# Two-body configuration interaction in $4f^N$: a seven-determinant model for Er$^{3+}$

## 1. Statement

Conventions: $u^{(k)}$ is the one-electron unit tensor, $\langle f\|u^{(k)}\|f\rangle=1$, and $U^{(k)}=\sum_i u_i^{(k)}$. Energies are in cm$^{-1}$.

Move two electrons between $4f$ and other shells, and place the whole excited configuration at one energy $\Delta$ (closure). Then $H_{\rm eff}=-V^\dagger V/\Delta$ is a spin-free two-body scalar (Rajnak and Wybourne, 1963):

$$H_{\rm eff}=\sum_{k=0}^{6}(2k+1)\,p_k\sum_{i<j}u_i^{(k)}\!\cdot u_j^{(k)}=\sum_k \frac{2k+1}{2}\,p_k\Big[U^{(k)}\!\cdot U^{(k)}-\frac n7\Big]\tag{1}$$

where $n$ counts the particles, electrons or holes, that are moved in pairs.

**Even $k$** has the angular form of the Coulomb repulsion, so $\delta F^k=(2k+1)p_k/\langle f\|C^{(k)}\|f\rangle^2$. The squared elements are $7,\ 28/15,\ 14/11,\ 700/429$ for $k=0,2,4,6$.

**Odd $k$.** With $X_k=U^{(k)}\!\cdot U^{(k)}$,

$$\mathbf L^2=84X_1,\quad G(G_2)=\tfrac14(3X_1+11X_5),\quad G(R_7)=\tfrac15(3X_1+7X_3+11X_5).$$

The Casimir eigenvalues are $G(G_2)=(u_1^2+u_1u_2+u_2^2+5u_1+4u_2)/12$ and $G(R_7)=[w_1(w_1+5)+w_2(w_2+3)+w_3(w_3+1)]/10$. Matching coefficients of $X_3,X_5,X_1$ in (1):

$$H_{\rm odd}=\alpha L(L+1)+\beta G(G_2)+\gamma G(R_7)-n\big(12\alpha+\tfrac12\beta+\tfrac35\gamma\big),$$
$$\alpha=\frac{p_1-p_5}{56},\quad\beta=2(p_5-p_3),\quad\gamma=\tfrac52p_3.\tag{2}$$

For $k>0$, $X_k$ is unchanged by electron–hole conjugation, so $f^{11}$ has the labels of $f^3$.

## 2. Model

One far configuration: $5p^2\to4f^2$, that is, two $4f$ holes become two $5p$ holes. Er$^{3+}$ has three holes: $4f^{11}5p^6\leftrightarrow4f^{13}5p^4$. All $f$-hole states lie at 0, all excited states at $\Delta$. Illustrative inputs: $R^2=25000$, $R^4=20000$ with $R^k=R^k(4f4f,5p5p)$, and $\Delta=400000$. The figures printed below belong to this model and serve to test identities.

## 3. Two holes: fixing the operator

The pair coupling is

$$V_L=(-1)^L\sum_{k=2,4}R^k c_k\begin{Bmatrix}3&3&L\\1&1&k\end{Bmatrix},\qquad c_k=\langle f\|C^{(k)}\|p\rangle^2:\quad c_2=\tfrac95,\ c_4=\tfrac43,$$

$$V_0=\frac{\frac95R^2+\frac43R^4}{\sqrt{21}},\quad V_1=\frac{\frac65R^2-\frac23R^4}{\sqrt{14}},\quad V_2=\frac{\frac{18}{25}R^2+\frac29R^4}{\sqrt{14}}.$$

$p^2$ has only $^1S,{}^3P,{}^1D$, so $V_L=0$ for $L\ge3$. Each block is $2\times2$: $E_L=\Delta/2-\sqrt{\Delta^2/4+V_L^2}$, with second-order part $\epsilon_L=-V_L^2/\Delta$.

| term | $W$, $U$ | $G(R_7)$ | $G(G_2)$ | $V_L$ | $\epsilon_L$ | $E_L$ |
|---|---|---|---|---|---|---|
| $^1S$ | (000)(00) | 0 | 0 | 15639 | −611.4 | −610.5 |
| $^3P$ | (110)(11) | 1 | 1 | 4454 | −49.6 | −49.6 |
| $^1D$ | (200)(20) | 7/5 | 7/6 | 5999 | −90.0 | −89.9 |

$^3F$ is (110)(10) with $G(G_2)=1/2$; $^3H$ shares the labels of $^3P$; $^1G$ and $^1I$ share those of $^1D$.

Seven terms, seven operators: the expansion is unique. Since $\langle u_1^{(k)}\!\cdot u_2^{(k)}\rangle_L=(-1)^L\{{}^{3\,3\,L}_{3\,3\,k}\}$, orthogonality of the 6-$j$ symbols gives

$$p_k=\sum_L(2L+1)(-1)^L\begin{Bmatrix}3&3&L\\3&3&k\end{Bmatrix}\epsilon_L .$$

Recoupling the two Coulomb tensors directly gives the same coefficients,

$$p_t=-\frac{(-1)^t}{\Delta}\sum_{k,k'}R^kR^{k'}c_kc_{k'}\begin{Bmatrix}k&k'&t\\3&3&1\end{Bmatrix}^2 .$$

Odd $t$ appears although $k,k'$ are even, because two one-electron tensors of ranks $k,k'$ couple to every rank from $|k-k'|$ to $k+k'$. With (2):

$$\alpha=-\frac{3\epsilon_1+5\epsilon_2}{336},\quad\beta=\frac{9\epsilon_1+5\epsilon_2}{14},\quad\gamma=-\frac{5\epsilon_0}{14}-\frac{15\epsilon_1}{28}+\frac{25\epsilon_2}{84}.$$

Here $\alpha\ge0$ and $\beta\le0$ for any radial integrals. An $s^2$ perturber ($\epsilon_1=\epsilon_2=0$) gives $\gamma$ alone among the three. Model values: $\alpha=1.78$, $\beta=-64.0$, $\gamma=218$; $\delta F^0=-24.7$, $\delta F^2=-331$, $\delta F^4=-416$, $\delta F^6=-782$.

## 4. Three holes, solved directly

**$^4S$.** A quartet of $fp^2$ needs $^3P\otimes f$, so $L=2,3,4$. No partner exists and the shift is exactly 0.

**$^2H$.** Take $M_L=5$, $M_S=\tfrac12$. There are six determinants $|m_1^\uparrow m_2^\uparrow;m_3^\downarrow|$,

$$(3,2;0),\ (3,1;1),\ (3,0;2),\ (3,-1;3),\ (2,1;2),\ (2,0;3),$$

spanning $^4I,{}^2L,{}^2K,{}^2I$ and two $^2H$, and a single excited one, $|f_3^\uparrow p_1^\uparrow p_1^\downarrow|$. Its coupling vector is $V_2\phi$ with $\phi_m=\langle3m\,3\,2{-}m|22\rangle$ on $(3,m;2{-}m)$:

$$\phi=(-\sqrt{120},\,12,\,-\sqrt{120},\,\sqrt{60},\,0,\,0)/\sqrt{504},\qquad|\phi|^2=\tfrac{37}{42}.$$

The component $m=3$, of weight $5/42$, is Pauli-blocked by the spectator. $L_+\phi=0$, so $\phi$ lies in the $^2H$ space. One root moves:

$$E=\tfrac\Delta2-\sqrt{\tfrac{\Delta^2}4+\tfrac{37}{42}V_2^2}=-79.23,\qquad\tfrac{37}{42}\epsilon_2=-79.25 .$$

*Group labels.* Let $N_L$ count pairs in term $L$, $\sum N_L=3$. A spin doublet has singlet and triplet counts $3/2$ each, and $L=5$ excludes $^1S$ and $^3P$ parents. Adding pair contributions, $G(G_2)=\tfrac32+\sum_LN_L[G_L(G_2)-1]=\tfrac74-\tfrac12N_3$. Thus $U=(21)$, with $G=7/4$, has no $^3F$ parent, and $U=(11)$, with $G=1$, has no $^3H$ parent. Solving $L_+\psi=0$:

$$\psi_{21}=\big(3,-3\sqrt{6/5},\,2,-1/\sqrt2,\,\sqrt2,-1\big)\sqrt{10/273},\qquad\psi_{11}=(0,0,-1,\sqrt2,\sqrt2,-1)/\sqrt6 .$$

Then $N_2=\langle\psi|\phi\rangle^2=13/18$ and $10/63$. The singlet count and $L(L+1)=36+\sum N_L[L(L+1)-24]$ fix $N_4$ and $N_6$:

| term | $N_2$ | $N_3$ | $N_4$ | $N_5$ | $N_6$ |
|---|---|---|---|---|---|
| $^4S$ | 0 | 3 | 0 | 0 | 0 |
| $^2H(21)$ | 13/18 | 0 | 8/11 | 3/2 | 5/99 |
| $^2H(11)$ | 10/63 | 3/2 | 65/154 | 0 | 91/99 |

The direct second-order shift of each term is $N_2\epsilon_2$.

## 5. Comparison with the general statement

Odd part, from labels only, $n=3$. $^4S$ is (111)(00) with $G(R_7)=6/5$; both $^2H$ have $W=(210)$ with $G(R_7)=9/5$.

Even part: $3\,\delta F^0+\sum_k a_k\,\delta F_k$, where $F_2=F^2/225$, $F_4=F^4/1089$, $F_6=25F^6/184041$. The $a_k$ are the pair Coulomb coefficients $(-1)^L\langle f\|C^{(k)}\|f\rangle^2\{{}^{3\,3\,L}_{3\,3\,k}\}$, rescaled to $F_k$ and weighted with $N_L$.

| term | $a_2,\ a_4,\ a_6$ | $H_{\rm odd}$ | even | odd | direct |
|---|---|---|---|---|---|
| $^4S$ | $-30,-99,-858$ | $-36\alpha-\frac32\beta-\frac35\gamma$ | +99.0 | −99.0 | 0 |
| $^2H(21)$ | $-\frac{133}3,-77,\frac{1661}3$ | $-6\alpha+\frac14\beta$ | −38.3 | −26.7 | −65.0 |
| $^2H(11)$ | $-\frac53,-16,-\frac{845}3$ | $-6\alpha-\frac12\beta$ | −35.6 | +21.3 | −14.3 |

- Even plus odd equals the direct shift, identically in $\epsilon_0,\epsilon_1,\epsilon_2$. Parameters fixed on two holes give the three-hole result with no further input.
- $^4S$ does not move, yet its even and odd parts are each large. Neither part is an observable shift.
- The element between the two $^2H$ has magnitude $\sqrt{\tfrac{13}{18}\cdot\tfrac{10}{63}}\,|\epsilon_2|=30.5$. It is purely even-$k$, because $H_{\rm odd}$ is diagonal in $W,U,L$.
- The interval $^2H(21)-{}^4S$ changes by $-137.3$ through $\delta F^k$ and by
$$30\alpha+\tfrac74\beta+\tfrac35\gamma=\frac{-6\epsilon_0+15\epsilon_1+10\epsilon_2}{28}=+72.3$$
through the odd operators; net $-65.0$. A fit absorbs the first part in $F^k$, and only the second needs new parameters.
- Within the model the form (1) fails only at fourth order in $V$: $0.016$ for the displaced $^2H$ root.

## 6. Limits for Er$^{3+}$:LaCl$_3$

- **Closure.** Term structure of approximate width $5\times10^4$ changes denominators by a fraction $0.125$, about 8 cm$^{-1}$ on the $^2H(21)$ shift. The model has at most two meaningful figures for a real ion.
- **One-electron excitations** such as $4f\to nf$ add to the two-body operators and also give three-body operators $t_i$ (Judd, 1966). Their parameters $T^i$ are typically tens to a few hundred cm$^{-1}$, so they rival the shifts tabulated here.
- **Crystal field.** It is traceless within a $J$ multiplet, so to first order the statements apply to barycentres.
- **Magnitude.** Fitted values for this ion in the chloride are typically near $\alpha\approx16$, $\beta\approx-550$, $\gamma\approx1600$. The model has these signs but is low by a factor of 7 to 9, since one configuration is only one term of a sum that includes other bound and continuum pairs.
- **Intermediate coupling.** With those approximate values as inputs, the odd shift relative to $^4S$ is $+4.8\times10^2$ for $^2H(21)$, a remainder of three partly cancelling terms. For $^4G$, labelled (111)(20), it is $20\alpha+\tfrac76\beta=-3.2\times10^2$. The level named $^2H_{11/2}$ is typically about half $^2H(21)$ and a third $^4G$, and $^4S_{3/2}$ is mixed as well. The effect on the $^2H_{11/2}$–$^4S_{3/2}$ gap is therefore the average of the diagonal $H_{\rm odd}$ over the squared spin–orbit eigenvector components, not the pure-term value.